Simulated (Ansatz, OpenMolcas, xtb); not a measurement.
## From F to Br: the dipole moment

All atoms of one element are swapped for its congeners: SiH2F2 `F[SiH2]F`; SiH2Cl2 (dichlorosilane (DCS)) `Cl[SiH2]Cl`; SiH2Br2 (dibromosilane) `Br[SiH2]Br`. All are singlets with charge 0.

Shapes, held fixed at every level: PBE0-D4/def2-TZVP. Programs: Ansatz 0.2.0, OpenMolcas 26.06, xtb 6.7.1. Values in D.

| level | SiH2F2 | SiH2Cl2 | SiH2Br2 |
| --- | --- | --- | --- |
| GFN2-xTB | 1.69 | 1.67 | 4.46 |
| PBE-D4/def2-TZVPP | 1.34 | 1.04 | 0.96 |
| r2SCAN-D4/def2-TZVPP | 1.38 | 1.11 | 1.04 |
| B3LYP/6-31G* (Cartesian functions) | 1.42 | 1.56 | 1.39 |
| B3LYP-D4/def2-TZVPP | 1.47 | 1.14 | 1.07 |
| wB97M-V/def2-TZVPP | 1.43 | 1.13 | 1.10 |
| measured | – | 1.13 | – |

At wB97M-V/def2-TZVPP the dipole moment falls at every step, from 1.43 to 1.10 D. 4 of 6 levels show this order throughout; 4 agree on the largest and the smallest. Measured values: NIST CCCBDB. Relativity is left out for Br unless named. GFN2-xTB strays far from the other rows.

With the triple-zeta basis, all four functionals give a dipole moment that falls from fluorine to bromine, with most of the drop between fluorine and chlorine. The halogens become less electronegative down the group, so the Si–X bonds carry less charge separation, while their growing length partly offsets this. The moments stay modest because hydrogen bound to silicon is itself slightly negative, so the SiH2 side opposes the SiX2 side and the total is a difference between two contributions.

GFN2-xTB and B3LYP/6-31G* break the order. For B3LYP, the larger basis lowers the dichlorosilane value from 1.56 to 1.14 D, close to the measured 1.13 D, but slightly raises that of the fluoride. This suggests that the small basis describes the diffuse, polarisable valence shells of the heavier halogens too rigidly, and that its maximum at chlorine is an artefact. Agreement with experiment for dichlorosilane supports the size of the moment there, but does not test the trend itself.
